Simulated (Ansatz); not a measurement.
Pd: pressure and energy less free atoms against volume scale

Results calculated with Ansatz 0.2.0, not measured. Periodic Kohn-Sham DFT of a crystal at fixed atoms, scaled to volume_scale times the given cell; pressure positive in compression, energy less spherical unpolarised free atoms, largest_vzz the field gradient of largest size among the nuclei.

The cell before it is scaled or strained (space group Fm-3m, No. 225):
```
Pd
1.0
      0.0000     1.9724     1.9724
      1.9724     0.0000     1.9724
      1.9724     1.9724     0.0000
Pd
1
Direct
  0.00000 0.00000 0.00000
```

Settings of every row: method all-electron LAPW; functional PBE; relativity scalar; k mesh 19x19x19; filling fermi-dirac; smearing width 0.08 eV; basis error target 0.5 meV/atom; nucleus gaussian.

Atom start moment: 0 on all atoms.

| row | volume scale | V (Å³/atom) | pressure (GPa) | energy less free atoms (eV/atom) |
| --- | --- | --- | --- | --- |
| 1 | 0.9405 | 14.434 | 12.094 | -3.7077 |
| 2 | 0.98 | 15.04 | 3.531 | -3.7365 |
| 3 | 1 | 15.346 | ? | ? |
| 4 | 1.02 | 15.654 | -3.17 | -3.7367 |
| 5 | 1.06 | 16.268 | -8.319 | -3.7142 |

Question: what pressure and energy less free atoms should row 3 give?

Worked fit of pressure. Take u = (V_r/V)^(2/3) − 1 with V_r = 15.347 Å³ an atom, which is twice the finite (Eulerian) strain; such expansions in the strain, on which the Birch-Murnaghan equation of state is built, carry the rest volume and the bulk modulus. The shown rows have u = 0.04174, 0.01356, -0.01312, -0.03811. Least squares give pressure = −0.0393 + 252.146 × u + 920.13 × u² GPa; a straight line predicts inner rows, each left out in turn, worse (root mean square 0.93 against 0.041 GPa). The rows lie off it by 0.006, -0.018, 0.019, -0.007 (root mean square 0.014 GPa). The pressure vanishes at u = 0.0002, or V = 15.34 Å³ an atom, and there the bulk modulus at fixed shape and fractions is B = −V dP/dV = (2/3)(1 + u) dP/du = 168 GPa. The withheld row has u = 4e-05, so the fit gives −0.0393 + 252.146 × (4e-05) + 920.13 × (4e-05)² = -0.029 GPa.

The calculation gave -0.038 GPa. The fit lies 0.009 GPa (24 % of the value, 0.044 % of the column's range) above it; its largest miss of a shown row is 0.019 GPa.

Worked fit of energy less free atoms. Take u = (V_r/V)^(2/3) − 1 with V_r = 15.347 Å³ an atom, which is twice the finite (Eulerian) strain; such expansions in the strain, on which the Birch-Murnaghan equation of state is built, carry the rest volume and the bulk modulus. The shown rows have u = 0.04174, 0.01356, -0.01312, -0.03811. Least squares give energy less free atoms = −3.73982 + 0.0142 × u + 18.065 × u² eV/atom; a straight line predicts inner rows, each left out in turn, worse (root mean square 0.018 against 0.00044 eV/atom). The rows lie off it by 0.0001, -0.0002, 0.0002, -0.0001. Its lowest point lies at u = -0.0004, or V = 15.36 Å³ an atom, and the curvature there gives the bulk modulus at fixed shape and fractions, B = (4/9)(1 + u)² E″(u)/V = 167 GPa. The withheld row has u = 4e-05, so the fit gives −3.73982 + 0.0142 × (4e-05) + 18.065 × (4e-05)² = -3.7398 eV/atom.

The calculation gave -3.7398 eV/atom. The fit meets it to the printed digit.
